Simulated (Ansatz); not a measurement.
# A series in volume scale on GaIr

Results calculated with Ansatz 0.2.0, not measured. Periodic Kohn-Sham DFT of a crystal at fixed atoms, scaled to volume_scale times the given cell; pressure positive in compression, energy less spherical unpolarised free atoms, largest_vzz the field gradient of largest size among the nuclei.

The cell before it is scaled or strained (space group Pm-3m, No. 221):
```
GaIr
1.0
      3.0040     0.0000     0.0000
      0.0000     3.0040     0.0000
      0.0000     0.0000     3.0040
Ga Ir
1 1
Direct
  0.00000 0.00000 0.00000
  0.50000 0.50000 0.50000
```

Settings of every row: method all-electron LAPW; functional PBEsol; relativity scalar; k mesh 12x12x12; filling fermi-dirac; smearing width 0.05 eV; basis error target 0.25 meV/atom; nucleus gaussian.

Atom start moment: 0 on all atoms.

Limits: no spin-orbit coupling on heavy atoms.

```csv
row,volume scale,V (Å³/atom),pressure (GPa),energy less free atoms (eV/atom)
1,0.94,12.741,22.9,-7.0952
2,0.96,13.012,15.869,-7.1279
3,0.98,13.283,9.611,-7.1494
4,0.99,13.419,?,?
5,1,13.554,4.041,-7.1608
6,1.01,13.69,1.49,-7.1631
7,1.02,13.825,-0.917,-7.1634
8,1.04,14.096,-5.33,-7.158
9,1.06,14.367,-9.254,-7.1456
```

Question: what pressure and energy less free atoms should row 4 give?

Worked fit of pressure. Take u = (V_r/V)^(2/3) − 1 with V_r = 13.622 Å³ an atom, which is twice the finite (Eulerian) strain; such expansions in the strain, on which the Birch-Murnaghan equation of state is built, carry the rest volume and the bulk modulus. The shown rows have u = 0.04558, 0.03101, 0.01694, 0.00334, -0.00331, -0.00981, -0.02255, -0.03488. Least squares give pressure = 2.7442 + 384.618 × u + 1207.36 × u² + 1230 × u³ GPa; a parabola predicts inner rows, each left out in turn, worse (root mean square 0.02 against 0.004 GPa). The rows lie off it by 0.000, 0.000, -0.001, -0.001, 0.006, -0.003, -0.001, 0.001 (root mean square 0.0025 GPa). The pressure vanishes at u = -0.0073, or V = 13.77 Å³ an atom, and there the bulk modulus at fixed shape and fractions is B = −V dP/dV = (2/3)(1 + u) dP/du = 243 GPa. The withheld row has u = 0.01006, so the fit gives 2.7442 + 384.618 × (0.01006) + 1207.36 × (0.01006)² + 1230 × (0.01006)³ = 6.737 GPa.

The calculation gave 6.745 GPa. The fit lies 0.008 GPa (0.025 % of the column's range) below it; its largest miss of a shown row is 0.006 GPa.

Worked fit of energy less free atoms. Take u = (V_r/V)^(2/3) − 1 with V_r = 13.622 Å³ an atom, which is twice the finite (Eulerian) strain; such expansions in the strain, on which the Birch-Murnaghan equation of state is built, carry the rest volume and the bulk modulus. The shown rows have u = 0.04558, 0.03101, 0.01694, 0.00334, -0.00331, -0.00981, -0.02255, -0.03488. Least squares give energy less free atoms = −7.16225 + 0.349 × u + 24.091 × u² + 11.6 × u³ eV/atom; a parabola predicts inner rows, each left out in turn, worse (root mean square 0.00019 against 4.2e-05 eV/atom). All shown rows lie on it to the printed digit. Its lowest point lies at u = -0.0073, or V = 13.77 Å³ an atom, and the curvature there gives the bulk modulus at fixed shape and fractions, B = (4/9)(1 + u)² E″(u)/V = 243 GPa. The withheld row has u = 0.01006, so the fit gives −7.16225 + 0.349 × (0.01006) + 24.091 × (0.01006)² + 11.6 × (0.01006)³ = -7.1563 eV/atom.

The calculation gave -7.1563 eV/atom. The fit meets it to the printed digit.
